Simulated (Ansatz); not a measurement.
# Ta2H: Boltzmann equation against the high-temperature formula, calculated with Ansatz

Space group C222 (No. 21), 3 atoms in the cell of the first input below: a = 2.908 Å, b = 2.908 Å, c = 4.755 Å, α = 90.00°, β = 90.00°, γ = 108.98°.

The structure comes from the Materials Project database of computed cells (whether it is a measured phase wasn't checked), relaxed without spin–orbit coupling to zero pressure (pressure 0.0 GPa with this functional, without spin–orbit coupling). Functional: PBEsol.

Input:

```yaml
crystal:
  lattice:
    - [1.689086862, -2.3672035445, 0.0]
    - [1.689086862, 2.3672035445, 0.0]
    - [0.0, 0.0, 4.7546042987]
  atoms:
    - { symbol: H, position: [0.0, 0.0, 0.0] }
    - { symbol: Ta, position: [0.0, 0.5, 0.2645968382] }
    - { symbol: Ta, position: [0.5, 0.0, 0.7354031618] }
basis:
  ecutwfc: 420
  ecutrho_ratio: 4
kpoints:
  mp_grid: { grid: [12, 12, 8] }
hamiltonian:
  xc: pbesol
scf:
  occupations: { method: methfessel_paxton, width: 0.2 }
output: {}
phonons:
  supercell: [2, 2, 2]
  qpath:
    path:
      - [[0.0, 0.0, 0.0], [-0.5, 0.5, 0.0], [-0.37728369, 0.62271631, 0.0]]
      - [[0.37728369, 0.37728369, 0.0], [0.0, 0.0, 0.0], [0.0, 0.0, 0.5], [0.37728369, 0.37728369, 0.5]]
      - [[-0.37728369, 0.62271631, 0.5], [-0.5, 0.5, 0.5], [-0.5, 0.5, 0.0]]
      - [[0.0, 0.0, 0.0], [0.0, 0.5, 0.0], [0.0, 0.5, 0.5], [0.0, 0.0, 0.5], [-0.5, 0.5, 0.5]]
    npoints: 6
  electrical_resistivity: { mesh: [24, 24, 16], temperatures: [50, 100, 200, 300, 500] }
  superconductivity: { mesh: [24, 24, 16], eliashberg_equations: false }
```

```bash
ansatz run input.yaml --threads 8 --pin off --max-ram 15360MiB --backend cpu --events-out ev --progress --plain --runs-dir out
```

Time: 5.2 min on 8 threads of Arm Neoverse V1, on a shared host, peak memory 4.2 GiB.

λ_tr,xx from the finest mesh down: 0.365, 0.357, 0.348. The next coarser mesh moves the resistivity at 300 K by 5 % along the axis that moves most.

The run gives λ_tr,xx = 0.365 and a Drude plasma energy ħω_p,xx = 6.49 eV.

Task: Estimate the resistivity along x at 300 K from the high-temperature formula.

Result: ħ/τ = 2π λ_tr k_B T = 0.0593 eV and ρ = 1/(ε0 ω_p² τ) = 10.47 μΩ cm. The Boltzmann solution gives 9.44 μΩ cm, so the estimate is 11 % high.

| T (K) | ρ_xx (μΩ cm) | ρ_yy (μΩ cm) | ρ_zz (μΩ cm) | formula, xx | R_H, field along x (10⁻¹¹ m³/C) | R_H, field along y (10⁻¹¹ m³/C) | R_H, field along z (10⁻¹¹ m³/C) |
| --- | --- | --- | --- | --- | --- | --- | --- |
| 50 | 0.41 | 0.50 | 0.51 | 1.74 | 19.3 | 21.3 | 12.3 |
| 100 | 2.24 | 2.72 | 2.73 | 3.49 | 18.2 | 18.3 | 12 |
| 200 | 5.96 | 7.21 | 7.22 | 6.98 | 17.7 | 17 | 11.8 |
| 300 | 9.44 | 11.41 | 11.43 | 10.47 | 17.6 | 16.8 | 11.9 |
| 500 | 16.37 | 19.73 | 19.82 | 17.45 | 17.5 | 16.5 | 12.1 |

R_H depends on the direction of the field. At 300 K the next coarser mesh moves R_H by up to 4 %.

At 50 K the solution is 0.24 times the linear formula, and at 500 K 0.94 times. The formula is meant for temperatures above the phonon energies and for bands that vary little within k_B T.

Caveats: a hydride may lose hydrogen on heating, and its hydrogen modes lie above these temperatures; no spin-orbit coupling, which matters for these elements; not converged in the fine mesh; small supercell, couplings not converged in it.

The high-temperature formula overestimates ρ_xx at every temperature listed, most severely at 50 K. It treats all phonons as classically populated, whereas on cooling the modes freeze out and the remaining long-wavelength phonons scatter mostly through small angles, which relaxes the current poorly. From 200 to 500 K the ratio approaches one, but the absolute gap hardly closes. This suggests that the tantalum-dominated modes are already nearly classical, while the remainder comes from stiff hydrogen modes counted in λ_tr but scarcely populated, or from scattering that varies over the Fermi surface.

Conduction is easiest along x, whereas the difference between y and z is too small to rank them. With λ_tr and the plasma energy given only for x, band velocities and scattering can't be separated as the cause. The positive Hall coefficients indicate a predominantly hole-like response, but in a metal with several bands they don't give a carrier density. A measured sample would add residual resistivity from impurities and hydrogen disorder, which would matter most at 50 K.
